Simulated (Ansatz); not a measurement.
A series in volume scale on Sn

Results calculated with Ansatz 0.2.0, not measured. Free energy against uniform scaling of the volume at fixed shape and fractions; periodic cell, basis, potentials, k mesh and filling as listed.

The cell before it is scaled or strained (space group Immm, No. 71):
```
cell vectors (Å)
  -1.7265     1.7755     2.3383
   1.7265    -1.7755     2.3383
   1.7265     1.7755    -2.3383
atoms (fractions of the cell vectors)
Sn  0.00000  0.00000  0.00000
```

Settings of every row: functional LDA; dispersion none; potentials all-electron LAPW; k mesh 12x12x12; k shift 0x0x0; occupations fermi dirac; smearing width 0.15 eV; spin none; basis error target 0.001 eV/atom.

Limits: coarse k mesh, up to 40 meV an atom off; minimum outside the range; the cell comes from a prototype or a list of computed structures and needn't be the stable phase.

| row | volume scale | V (Å³/atom) | energy above lowest point (meV/atom) |
| --- | --- | --- | --- |
| 1 | 0.92 | 26.378 | 0 |
| 2 | 0.96 | 27.524 | ? |
| 3 | 1 | 28.671 | 43.9 |
| 4 | 1.04 | 29.818 | 81.9 |
| 5 | 1.08 | 30.965 | 127.5 |

Question: what energy above lowest point should row 2 give?

Worked fit of energy above lowest point. Take u = (V_r/V)^(2/3) − 1 with V_r = 29.245 Å³ an atom, which is twice the finite (Eulerian) strain; such expansions in the strain, on which the Birch-Murnaghan equation of state is built, carry the rest volume and the bulk modulus. The shown rows have u = 0.07121, 0.0133, -0.01285, -0.03738. Least squares give energy above lowest point = 61.81 − 1451.8 × u + 8195 × u² meV/atom; a straight line predicts inner rows, each left out in turn, worse (root mean square 15 against 0.16 meV/atom). The rows lie off it by 0.0, -0.1, 0.1, 0.0. The withheld row has u = 0.04126, so the fit gives 61.81 − 1451.8 × (0.04126) + 8195 × (0.04126)² = 15.9 meV/atom.

The calculation gave 15.6 meV/atom. The fit lies 0.3 meV/atom (1.9 % of the value, 0.24 % of the column's range) above it; its largest miss of a shown row is 0.1 meV/atom.
